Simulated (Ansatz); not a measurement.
Abstraction of H: C2H8Si + InH(OH) → C2H7Si + InH2(OH)

Species: C2H8Si `CC[SiH3]`, singlet; InH(OH), doublet; C2H7Si `CC[SiH2]`, doublet; InH2(OH), singlet. A radical takes H: the energy is the difference in strength between the Si–H bond broken and the In–H bond made.

Shapes, held fixed at every level: PBE0-D4/def2-TZVP. Flexible molecules stand in one conformer, not always the lowest. Programs: Ansatz 0.2.0. The zero-point and thermal change to 298 K, harmonic and unscaled (PBE0-D4/def2-TZVP), is -4.3 kJ/mol.

```
                level                    kind  ΔH(298 K) (kJ/mol)  CPU time (sum over the molecules)
       MP2/def2-TZVPP     perturbation theory               +91.0                                  –
     SPW92/def2-TZVPP                     LDA               +91.8                               11 s
    PBE-D4/def2-TZVPP                     GGA               +93.5                               24 s
 r2SCAN-D4/def2-TZVPP                meta-GGA               +92.5                               47 s
  B3LYP-D4/def2-TZVPP           global hybrid              +101.0                               36 s
   PBE0-D4/def2-TZVPP           global hybrid               +90.9                               27 s
r2SCAN0-D4/def2-TZVPP           global hybrid               +91.3                               44 s
   wB97M-V/def2-TZVPP  range-separated hybrid               +97.2                               98 s
```

wB97M-V/def2-TZVPP gives ΔH(298 K) = +97.2 kJ/mol; the levels span +90.9 to +101.0. The median of the levels is +92.1. No measured value is set beside it here. Open shells run unrestricted. For atoms past krypton def2 sets carry core potentials with scalar relativity. Outer-core shells of In are correlated, in sets that cover them unevenly. Times are processor times on shared x86 and Arm servers, and rough.

Every level makes the transfer strongly endothermic, so the Si–H bond of ethylsilane is clearly stronger than the In–H bond formed in InH2(OH). The main reason is probably orbital size: the diffuse 5s and 5p orbitals of indium overlap less well with hydrogen 1s than the compact 3s and 3p orbitals of silicon. Taking indium from the +2 to the +3 state also draws on its tightly held 5s electrons, which lowers the gain from the new bond.

One bond is broken and one made, so much of the error in absolute bond strengths should cancel, which would explain why even the LDA falls close to the median. Exact exchange alone does not order the results: PBE0 and r2SCAN0 lie slightly below their parent functionals, while B3LYP gives the highest value. The sign is therefore secure across these methods, the exact size less so. In reverse, InH2(OH) is thermodynamically a good hydrogen donor to the ethylsilyl radical, but how fast it would react depends on a barrier not computed here.
